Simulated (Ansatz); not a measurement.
**Isomers of C2H7GaO2**

2 of its isomers, all singlets with charge 0: A = `C[O][GaH][O]C`; B = `C[CH2][Ga]([OH])[OH]`.

Shapes, held fixed at every level: PBE0-D4/def2-TZVP. Flexible molecules stand in one conformer, not always the lowest. Programs: Ansatz 0.2.0.

A:

```xyz
12

C    -1.9542    0.8948    1.0770
O    -0.9027    0.2623    1.7695
Ga    0.5282   -0.3912    0.9588
O     0.4959   -0.1636   -0.8071
C     1.5170   -0.5953   -1.6672
H    -2.0759    1.9177    1.4494
H    -1.7886    0.9407   -0.0048
H    -2.8902    0.3556    1.2584
H     1.6771   -1.0848    1.7266
H     2.3448   -1.0960   -1.1458
H     1.1136   -1.2993   -2.4035
H     1.9350    0.2590   -2.2112
```

B:

```xyz
12

C    -0.3163    0.1424    1.8236
C     0.6265    0.5464    0.6958
Ga    0.1237   -0.1376   -1.0622
O    -1.3366   -1.1592   -1.2607
O     1.0885    0.2222   -2.5287
H     0.0160    0.5528    2.7815
H    -0.3754   -0.9426    1.9330
H    -1.3337    0.4982    1.6481
H     1.6473    0.2042    0.8922
H     0.6947    1.6352    0.6083
H    -1.5137   -1.4550   -2.1552
H     0.7560   -0.1622   -3.3416
```

Electronic energies in kJ/mol, without zero-point or thermal terms.

```csv
level,kind,B − A
SPW92/def2-TZVPP,LDA,-136.4
PBE-D4/def2-TZVPP,GGA,-138.7
r2SCAN-D4/def2-TZVPP,meta-GGA,-138.8
PBE0-D4/def2-TZVPP,global hybrid,-141.4
wB97X-V/def2-TZVPP,range-separated hybrid,-133.2
CCSD(T)/def2-SVP,coupled cluster or CI,-116.1
CCSD/def2-TZVPP,coupled cluster or CI,-141.7
CCSD(T)/def2-TZVPP,coupled cluster or CI,-143.1
```

The highest level, CCSD(T)/def2-TZVPP, puts B lowest of these. All levels agree on that. The B − A difference spans -143.1 to -116.1 kJ/mol over the levels. Relativity is left out for Ga. Outer-core shells of Ga are correlated, in sets that cover them unevenly.

Ethylgallium dihydroxide (B) lies far below dimethoxygallane (A), by 143.1 kJ/mol at CCSD(T)/def2-TZVPP. Both are monomeric gallium(III) species with two Ga–O bonds, so the preference has little to do with the metal's oxidation state. It comes mainly from the ligands: going from A to B exchanges two C–O bonds, a C–H bond and the Ga–H bond for two strong O–H bonds, a C–C bond and a Ga–C bond. The polar O–H bonds probably contribute most to the gain.

The basis set matters more here than the triples correction. CCSD and CCSD(T) nearly coincide in the larger basis, whereas CCSD(T)/def2-SVP gives the smallest gap of all, probably because the small set describes oxygen and its polar bonds unevenly in the two isomers. Even the local density functional recovers most of the preference, and PBE0-D4 comes closest to CCSD(T) among the functionals.

The ordering need not carry over quantitatively to condensed phases, where such electron-deficient gallium centres readily associate through bridging oxygen.
